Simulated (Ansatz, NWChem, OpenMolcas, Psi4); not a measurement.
A small benchmark: dipole moment

7 molecules; the dipole moment in D, computed less measured. Shapes, held fixed at every level: PBE0-D4/def2-TZVP. No vibrational averaging. Dipoles are compared by magnitude; molecules under 1 D, whose direction can flip, are left out. Programs: Ansatz 0.2.0, NWChem 7.3.0, OpenMolcas 26.06, Psi4 1.11. A level may come from different programs for different species; with the same settings they agree closely. Measured values: NIST CCCBDB.

Levels: A = HF/def2-TZVP; B = PBE-D4/def2-TZVPP; C = B3LYP/6-31G* (spherical functions).

```tsv
molecule	measured	A	B	C
SF2 (sulfur difluoride)	1.05	+0.37	-0.15	+0.09
CH2N2 (cyanamide)	4.32	+0.49	+0.28	+0.21
C2H3Cl (SMILES C=CCl)	1.45	+0.15	-0.19	+0.06
C2H3F (SMILES C=CF)	1.43	+0.15	-0.23	-0.23
C2H3N (acetonitrile)	3.92	+0.29	+0.02	-0.13
CH4O (methanol)	1.70	+0.11	-0.14	-0.04
C2H4F2 (1,1-difluoroethane)	2.27	+0.19	-0.22	-0.33
```

Task: Sum up the errors.

Result: 
| level | kind | mean error | mean absolute error | worst case |
| --- | --- | --- | --- | --- |
| HF/def2-TZVP | Hartree–Fock | +0.250 | 0.250 | CH2N2 |
| PBE-D4/def2-TZVPP | GGA | -0.090 | 0.176 | CH2N2 |
| B3LYP/6-31G* (spherical functions) | global hybrid | -0.053 | 0.156 | C2H4F2 |

On this set B3LYP/6-31G* (spherical functions) has the smallest mean absolute error and HF/def2-TZVP the largest. HF/def2-TZVP is too high in 7 of 7. The levels differ in basis as well as in method. The smallest two are near a tie. The set is small.

Hartree–Fock overestimates every dipole, as expected when electron correlation is missing: the mean-field density makes polar bonds too ionic, and correlation normally moves some charge back towards the electropositive end. PBE errs the other way in five molecules, probably because its over-delocalised density weakens the charge separation. The two nitriles break this pattern, with acetonitrile almost exact and cyanamide too high by 0.28 D.

Cyanamide is too polar at all three levels, which suggests a shared contribution, perhaps from the fixed geometry or the floppy amino inversion, on top of any error in the donation from the amino group to the cyano group. The small mean error of B3LYP reflects cancellation: its errors run from +0.21 D in cyanamide to -0.33 D in 1,1-difluoroethane. Its low values for the two fluorocarbons may owe something to the compact basis, which describes the outer fluorine density poorly, but SF2 doesn't follow them. Good agreement for a single molecule is therefore no evidence of an accurate density.
